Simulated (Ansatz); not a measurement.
**Forms of SiBi₂Te₅: one energy to predict**

Level of theory: DFT PBE, scalar-relativistic, plane waves, PAW (Ansatz). All cells share a 420 eV cutoff and Γ-centred k meshes spaced about 0.3 Å⁻¹ or finer (0.25 for metals, 2π included). No spin polarisation.

Temperature and zero-point effects are left out. Rows are sorted by volume; energies count from the lowest form computed. Coordination counts Te atoms around Bi and Si (those within 1.25 times the shortest such distance or 1.15 times the sum of covalent radii, 1.27 where that leaves under three; a plus sign parts nearer from farther groups; a slash parts the counts of unlike sites).

| row | form | source | atoms | coordination | V (Å³/atom) | gap on mesh (eV) | ΔE (meV/atom) |
| --- | --- | --- | --- | --- | --- | --- | --- |
| 1 | P3m1 | invented | 8 | Si 6, Bi 3+3/6 | 31.2 | 0 | 90 |
| 2 | P-3m1 | invented | 8 | Si 6, Bi 6 | 32.8 | 0 | 0 |
| 3 | Pbam | invented | 16 | Si 6, Bi 5 | 32.9 | 0 | 21 |
| 4 | I4mm | invented | 8 | Si 5, Bi 4 | 34.1 | 0 | 124 |
| 5 | P4mm | invented | 8 | Si 1+4, Bi 4 | 47.1 | 0 | ? |

The cell of row 5:

```cif
data_structure
_symmetry_space_group_name_H-M 'P4mm'
_symmetry_Int_Tables_number 99
_cell_length_a 7.3642
_cell_length_b 7.3642
_cell_length_c 6.9449
_cell_angle_alpha 90.000
_cell_angle_beta 90.000
_cell_angle_gamma 90.000
_cell_volume 376.63
loop_
_atom_site_label
_atom_site_type_symbol
_atom_site_symmetry_multiplicity
_atom_site_Wyckoff_symbol
_atom_site_fract_x
_atom_site_fract_y
_atom_site_fract_z
_atom_site_occupancy
Si1 Si 1 a 0.00000 0.00000 0.03289 1
Bi1 Bi 2 c 0.50000 0.00000 0.90677 1
Te1 Te 4 d 0.24939 0.24939 0.13916 1
Te2 Te 1 a 0.00000 0.00000 0.67720 1
```

Question: Estimate the missing energy, and say where the row ranks.

Answer: 143 meV/atom, which puts it above row 4, the highest in the table. Counting Te atoms around Bi and Si, row 5 has Si 1+4, Bi 4 and the lowest form (row 2) has Si 6, Bi 6.

An observed structure of this formula, if there is one, may be missing.

The k mesh leaves some 4 meV/atom of noise in the energy of each metallic cell. Weakly bound directions are ill-defined at this level, which has no dispersion term (P-3m1, Pbam, P4mm), and this can change margins and order among such cells. These runs have no spin–orbit coupling, which can matter for Bi and Te. The zero gap of P-3m1, Pbam, P4mm may come from the functional, which often closes small gaps. Cells relaxed within their symmetry can be saddle points. Some structure types and database cells were kept out of the candidates from the start, so a known form may be missing.

The open P4mm cell comes out highest, at 143 meV/atom, while the lowest form gives both Si and Bi six Te neighbours. Octahedral surroundings suit Bi(III) in tellurides: its three 6p orbitals bond along nearly perpendicular axes to Te 5p, and the 6s pair need not be strongly directional. In P4mm all four near Te atoms lie on one side of Bi, leaving the other side facing a sparsely filled region, so bonding is probably lost there. Neither coordination nor density settles the order alone, however: P3m1 is the densest form and keeps six-coordinate Si, yet lies well above Pbam with its five-coordinate Bi.

The formula balances as Si(IV), Bi(III) and telluride, so electron count alone doesn't call for a metal. In the forms with octahedral Si, a low-lying Si 3s–Te 5p antibonding band possibly helps to close the gap. The ranking doesn't show whether even the lowest form would resist separation into bismuth telluride and silicon-containing phases.
